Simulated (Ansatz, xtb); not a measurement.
# Two isomers of C4H10AlCl

Structure a: `C[CH](C)[Al]([CH3])[Cl]`, a singlet. Structure b: `CC[CH2][Al]([CH3])[Cl]`, a singlet. Both are isolated molecules in the gas phase, relaxed with B3LYP/6-31G*; the shapes shown needn't be the lowest conformers.

a (Å):

```yaml
atoms:
  - { symbol: C, position_ang: [-0.1010, 0.8814, -1.8948] }
  - { symbol: C, position_ang: [-0.8393, 0.8824, -0.5421] }
  - { symbol: C, position_ang: [-0.6696, 2.2380, 0.1810] }
  - { symbol: C, position_ang: [1.2758, -1.7630, 0.5053] }
  - { symbol: Al, position_ang: [-0.3160, -0.6246, 0.6332] }
  - { symbol: Cl, position_ang: [-1.6439, -1.0491, 2.2600] }
  - { symbol: H, position_ang: [-0.2727, -0.0410, -2.4641] }
  - { symbol: H, position_ang: [0.9843, 0.9878, -1.7667] }
  - { symbol: H, position_ang: [-0.4310, 1.7191, -2.5266] }
  - { symbol: H, position_ang: [-1.9152, 0.7526, -0.7389] }
  - { symbol: H, position_ang: [-1.0143, 3.0677, -0.4536] }
  - { symbol: H, position_ang: [-1.2405, 2.2835, 1.1161] }
  - { symbol: H, position_ang: [0.3824, 2.4436, 0.4228] }
  - { symbol: H, position_ang: [1.8447, -1.7500, 1.4435] }
  - { symbol: H, position_ang: [0.9912, -2.8087, 0.3282] }
  - { symbol: H, position_ang: [1.9498, -1.4593, -0.3039] }
```

b (Å):

```xyz
16

C     0.9658   -0.0548   -1.3879
C    -1.3870    2.4713   -0.6681
C     0.6197   -0.8516   -0.1128
C     1.2100   -0.2341    1.1598
Al    0.2683    1.7877   -1.4652
Cl    1.4085    3.1938   -2.6090
H     2.0557   -0.0255   -1.5289
H     0.5778   -0.5846   -2.2733
H    -1.9413    1.7010   -0.1193
H    -1.1766    3.2929    0.0288
H    -2.0526    2.8802   -1.4392
H     0.9870   -1.8836   -0.2081
H    -0.4706   -0.9320   -0.0026
H     0.9778   -0.8343    2.0470
H     2.3016   -0.1511    1.0889
H     0.8130    0.7762    1.3389
```

Quicker runs give these differences E(b) − E(a): GFN2-xTB −4.4 kcal/mol; HF/STO-3G −1.8 kcal/mol (at GFN2-xTB geometries); r2SCAN-D4/def2-SVP −3.4 kcal/mol (at GFN2-xTB geometries).

Task: Estimate E(b) − E(a) at the level CCSD(T)/def2-SVP + ΔMP2/def2-TZVPP.

Result: Calculated at CCSD(T)/def2-SVP + ΔMP2/def2-TZVPP: E(b) − E(a) = −2.6 kcal/mol, so structure b lies lower.

The same difference at several levels:

```
                             level      geometry  E(b) − E(a) (kcal/mol)  departure from the last row (kcal/mol)  job, with rough time for the two
                          GFN2-xTB      GFN2-xTB                      −4.4                                    −1.7              optimisation, 0.79 s
                         HF/STO-3G      GFN2-xTB                      −1.8                                    +0.8               single point, 0.5 s
                r2SCAN-D4/def2-SVP      GFN2-xTB                      −3.4                                    −0.8               single point, 3.7 s
                      B3LYP/6-31G*  B3LYP/6-31G*                      −2.6                                     0.0             optimisation, 2.5 min
                       HF/def2-SVP  B3LYP/6-31G*                      −3.4                                    −0.8           part of the CCSD(T) run
                      MP2/def2-SVP  B3LYP/6-31G*                      −2.7                                     0.0           part of the CCSD(T) run
                  CCSD(T)/def2-SVP  B3LYP/6-31G*                      −2.8                                    −0.1                      single point
CCSD(T)/def2-SVP + ΔMP2/def2-TZVPP  B3LYP/6-31G*                      −2.6                                                        single point, 57 s
```

As drawn, both hold the same kinds of bond in the same numbers. Structure a has 3 methyl groups, b 2.

None of the levels shown reverses the order. The largest departure from CCSD(T)/def2-SVP + ΔMP2/def2-TZVPP is that of GFN2-xTB, 1.7 kcal/mol. The last row adds to CCSD(T) the change of the MP2 difference between the two basis sets, here +0.1 kcal/mol.

With harmonic frequencies from B3LYP/6-31G* (ideal gas, rigid rotor, one conformer each, 298.15 K, 1 atm): on the last row, ΔE + ΔZPE = −2.5 kcal/mol. A mode under 50 cm⁻¹ makes harmonic enthalpies and free energies unreliable, so none is given.

The correlated steps freeze 14 core orbitals. Programs: Ansatz 0.2.0, xtb 6.7.1; the last row on 2 threads of Intel(R) Xeon(R) Platinum 8488C (Sapphire Rapids) on a shared host.

The linear propyl isomer lies below the isopropyl one by 2.6 kcal/mol, and zero-point energy barely changes this. The order is the reverse of that in the propyl chlorides, where the secondary isomer is the more stable. The difference lies in the polarity of the bond to the alkyl group: aluminium is electropositive, so the attached carbon carries carbanionic character, which a second alkyl substituent disfavours. Crowding around the metal probably adds to the preference for the primary alkyl, though the energies don't separate the two effects.

Correlation works the other way. In the same basis the gap narrows from −3.4 kcal/mol with Hartree–Fock to −2.8 kcal/mol with CCSD(T), which fits the familiar correlation stabilisation of branched carbon skeletons through their closer alkyl contacts. The preference agrees with the known tendency of secondary alkylaluminium compounds to isomerise to primary ones by β-hydride elimination and reinsertion. Since such chlorides normally associate through chlorine bridges, the monomer energies don't fix the preference in the dimers.
